Relativity and correlation in the density of neon: choosing the level of theory

An electron in a 1s orbital round a nucleus of charge Z moves with a typical speed of Zα in units of the speed of light, where α ≈ 1/137 is the fine-structure constant. Relativistic corrections begin with the square of that speed. For neon (Zα)² = 0.00533, half a per cent, and this number sets the scale of the step from non-relativistic Hartree-Fock to Dirac-Hartree-Fock. Averages over the atom, such as radii and energies, move by a fraction of it. Quantities that sample the density close to the nucleus move by several times it, because the small parameter there is multiplied by a logarithm of the distance.

Three sizes are worth remembering for neon. Relativity changes the outer density and the size of the atom by about 0.1%. It changes the density at the nucleus by about 4%. It changes the ionisation energy by 0.02 eV, while both levels miss the measured value by 1.7 eV. The choice of level follows from asking which of these sizes a given purpose touches.

Radial electron density of the neon atom (1s² 2s² 2p⁶), computed with B-spline radial code 1 by non-relativistic Hartree-Fock with a point nucleus and by Dirac-Coulomb Hartree-Fock with a Fermi nucleus (rms radius 3.0055 fm). Both calculations use the average of configuration for a spherical atom at the basis-set limit.

```
r (bohr)  4πr²n, non-rel. (electrons/bohr)  4πr²n, Dirac (electrons/bohr)  Dirac / non-rel.
 0.00200                           0.02994                        0.03061             1.022
 0.00274                           0.05537                        0.05651             1.021
 0.00376                            0.1022                         0.1041             1.019
 0.00517                            0.1878                         0.1910             1.017
 0.00709                            0.3399                         0.3451             1.015
 0.00972                            0.6061                         0.6144             1.014
  0.0133                             1.057                          1.069             1.012
  0.0183                             1.811                          1.829             1.010
  0.0251                             2.975                          3.001             1.009
  0.0473                             6.808                          6.844             1.005
  0.0890                             10.66                          10.68             1.002
   0.122                             10.66                          10.66             1.000
   0.230                             6.190                          6.183             0.999
   0.315                             5.162                          5.164             1.000
    1.12                             4.770                          4.764             0.999
    1.53                             2.146                          2.143             0.999
    2.10                            0.6201                         0.6194             0.999
```

In the table r is the distance from the nucleus and n(r) the electron density. The radial density 4πr²n is the number of electrons per unit radius, and it integrates to ten in both columns. Both describe the same closed-shell state, 1s² 2s² 2p⁶, so the configuration average is a single state with no ambiguity of spin or occupation. The columns differ in the nuclear model as well as in the Hamiltonian, but the first row lies 35 times farther out than the rms radius of the nucleus. At such distances a spherical nucleus acts as a point charge, and the ratio column can be read as the effect of relativity.

Both levels give the same shell structure. The K shell peaks between the rows at 0.0890 and 0.122 bohr in each column; the grid only brackets this maximum and does not resolve its shift. Farther out the curve dips between the shells and rises again to the L-shell maximum, for the same calculations put the peaks of the 2p and 2s orbitals near 0.63 and 0.68 bohr. The two rows on either side of that maximum should therefore not be joined by a falling line.

The ratio column carries the physics. The Dirac density exceeds the non-relativistic one by 2.2% in the first row, the excess shrinks from each row to the next, and it has vanished at 0.122 bohr. It shrinks by nearly equal amounts for equal factors in r, which is the mark of a logarithm or of a very small power. A single hydrogen-like 1s orbital explains this with no adjustable constant.

Near a point nucleus the Schrödinger equation makes an s radial function start as r. In the Dirac equation the Coulomb term Zα/r enters the coupled first-order equations on the same footing as the angular term 1/r, and balancing the two gives the starting power γ = √(1 − (Zα)²), slightly below one. Both 1s functions decay as exp(−Zr). With D for the radial density normalised to one electron and lengths in bohr:

D(non-rel.) = (2Z)³ r² exp(−2Zr) / 2
D(Dirac) = (2Z)^(2γ+1) r^(2γ) exp(−2Zr) / Γ(2γ+1)
ratio = [2 / Γ(2γ+1)] (2Zr)^(2γ−2)

The exponent 2γ − 2 is very nearly −(Zα)². A lower power of r means relatively more density at small r, and the prefactor is what normalisation then demands. Each tenfold step towards the nucleus raises the ratio by 0.00533 × ln 10, about 1.2%. The first row serves as a worked case, with nothing fitted:

γ = 0.99733, 2γ − 2 = −0.00533
2Zr = 2 × 10 × 0.00200 = 0.0400, ln 0.0400 = −3.219
(2Zr)^(2γ−2) = exp(0.00533 × 3.219) = 1.0173
2 / Γ(2.99467) = 2 / 1.9902 = 1.0049
ratio = 1.0049 × 1.0173 = 1.0223
table: 0.03061 / 0.02994 = 1.0224

The estimate holds from the first row to just beyond the maximum of the K shell. In all twelve rows out to 0.122 bohr it agrees with the quotient of the two columns at or within the rounding of the printed digits. An unweighted least-squares line through ln(ratio) against ln r for those rows has slope −0.00532, the theoretical exponent to within one unit in the last digit. The estimate crosses one at 0.126 bohr, just beyond the row where the two columns coincide. The exponent is built into the Dirac equation that was solved, so the agreement identifies the origin of the trend and is no test of the method against nature.

A one-electron formula works for a ten-electron atom for reasons that theory can give. The 1s pair supplies about 95% of the density at the nucleus. The starting power depends on the bare nuclear charge, because the repulsion from the other electrons stays finite at the origin while Z/r does not, and the 2s orbital starts with the same power. Screening alters both densities in nearly the same way and largely drops out of their ratio.

The estimate fails farther out, where the L shell first adds to the density of the K shell and then takes over from it. At 0.230 bohr it predicts a deficit of 0.32% against 0.11% in the table, and the gap widens in each row beyond, to 1.4 percentage points in the last. From 1.12 bohr outward the 1s density is negligible and the formula describes electrons that are not present. The outer rows need the valence orbitals.

Since both columns hold ten electrons, a gain near the nucleus must be paid for elsewhere. A shell that contracts gains density on the inner flank of its peak and loses it on the outer flank. The row at 0.230 bohr is the outer flank of the K shell, and the three rows from 1.12 bohr outward are the outer flank of the L shell. In those three the deficit is a little over 0.1%, larger than the rounding, while the differences among them are not significant. The faint surplus at 0.315 bohr fits the inner flank of a contracted L shell, but it is only about twice the rounding and that reading is a guess.

The orbital results of the same calculations show which electrons shrink the atom. The sum of ⟨r²⟩ over all electrons falls by 0.0072 bohr², and the 2s pair accounts for 91% of that. The six 2p electrons contribute almost nothing net, because the two 2p1/2 electrons pull the sum down by 0.0093 bohr² and the four 2p3/2 electrons push it up by 0.0088. Per electron the two shifts stand nearly as −2 to 1. That is the pattern of the spin-orbit interaction, which draws p1/2 inward, pushes p3/2 outward and cancels to first order over a filled shell. The small net change that remains suggests that the direct contraction of the 2p shell is nearly balanced by the better screening from the contracted s shells. The numbers show the signs and the cancellation; the split into direct and indirect causes is theory.

For the shape and size of the atom the non-relativistic level is enough. The total ⟨r²⟩, and with it the diamagnetic susceptibility, which is proportional to it, changes by only 0.077%. Electron correlation is absent from both columns, and it is expected to alter the outer density of such an atom by more than a tenth of a per cent, which this table does not test. A Dirac calculation thus refines a valence density below the error that it shares with the cheaper level. The ratio column isolates relativity and says nothing of how close either density is to real neon.

Properties weighted towards the core form a middle class, with steps of one to three parts in a thousand. The hydrogen-like orbital gives the mean 1s radius a factor (2γ+1)/3, a shrinkage of 0.178%, and the calculation gives 0.168%. It gives ⟨1/r⟩ a factor 1/γ, a rise of 0.267%, against 0.257% calculated. These are about a third and a half of (Zα)², the fractions announced by the scaling argument. The largest shift of charge also lies in this region: the absolute difference between the columns peaks on the inner flank of the K shell, not in the first row where the ratio is largest, because the factor r² leaves almost no charge so near the nucleus.

Whether such steps matter depends on whether the tolerance is relative or absolute. The Lamb diamagnetic shielding, which here is the sum of ⟨1/r⟩ times a constant and so reflects only the change of the density, rises by 1.1 ppm, or 0.20%. The 1s orbital energy deepens by only 0.14%, but that is 1.2 eV. Core radii and core orbital energies good to one per cent can be had without relativity in neon; the density close to the nucleus cannot. A core binding energy wanted to an electronvolt cannot, and it needs orbital relaxation and correlation besides, which an orbital energy leaves out.

In relative terms the densities of the two levels differ most at the nucleus. The density there is 3.9% higher in the Dirac calculation, whereas a uniform shrinkage of the 1s orbital by the calculated amount would raise it by only 0.5%. The enhancement is therefore a local change of shape, the logarithm of the first rows continued inward. Continued to the rms radius of the nucleus the point-charge estimate reaches 4.2%, and it would grow without bound at smaller r. The finite nucleus cuts the growth off, so a relativistic contact density has a meaning only together with its nuclear model; the Dirac value quoted is an average over the nuclear volume, the non-relativistic one a value at a point.

Fine structure is the other case that needs more than the non-relativistic equations. They give one 2p level, and the Dirac calculation gives two, 0.124 eV apart. This is a difference of orbital energies from a Hamiltonian without the Breit interaction, so it is a guide to the size of the splitting and not a prediction of the spectrum. Any purpose that resolves a tenth of an electronvolt in the 2p shell needs either the Dirac level or a spin-orbit term added to the non-relativistic one.

The ionisation energy shows the opposite situation. Taken as the energy difference between ion and atom it is 19.84 eV at the non-relativistic level, 1.72 eV below the tabulated measured value of 21.56 eV. The Dirac level moves it by 0.020 eV, and downward, away from the measurement. The sign agrees with the orbital picture, in which the occupation-weighted 2p level becomes slightly less bound. The miss is nearly two orders of magnitude larger than the step.

The smaller terms must be cleared before the miss is given a cause. The Breit interaction, radiative corrections and nuclear recoil together lower the result by a further 0.003 eV. The Dirac value averages over the fine structure of the ion while the measurement refers to its lowest level; a third of the 2p splitting, about 0.04 eV, is the size of that mismatch, and allowing for it would lower the computed value again. Both calculations are at the basis limit. What remains, about 1.8 eV, is assigned to correlation by elimination and by a simple argument: the ion has lost one electron of a compact shell and with it all the pair correlations in which that electron took part, so Hartree-Fock treats the ion less badly than the atom.

The negative of the 2p orbital energy is no remedy. It lies 1.58 eV above the measured value, because it freezes the orbitals and forgoes the relaxation of the ion, which the difference 23.14 − 19.84 = 3.30 eV measures. In neon the neglected correlation offsets only about half of the neglected relaxation. Neither route at either level gives the ionisation energy to within an electronvolt.

Total energies order the effects differently, because the core dominates them. The Dirac level lowers the total by 0.145 hartree, and the Breit and radiative terms together give back about a fifth of that. The correlation energy, absent from both levels, is expected to be larger than the relativistic step. An absolute energy therefore needs all these terms, correlation first, while a valence energy difference loses nearly all the relativistic part by cancellation, since the core is almost the same before and after.

The cost of the relativistic step can be judged by counting. The non-relativistic atom has 3 radial functions; the Dirac atom has four orbitals, each with a large and a small component, which makes 8. The Slater integrals within the valence shell double from 5 to 10. For a spherical atom this is a modest factor, so cost is no reason to avoid the Dirac level, and the mistake to avoid is taking it for a cure of the valence errors that come from missing correlation. Correlation is the dearer step, because it must describe pairs of electrons excited into many empty orbitals, including higher angular momenta than any occupied one, and for valence properties of neon it is the step on which effort is best spent. The fractional relativistic changes given here grow in theory roughly as (Zα)², and the absolute shifts of core energies faster still, so the verdict that they are negligible for the valence shell belongs to neon and is to be judged afresh as Z grows.
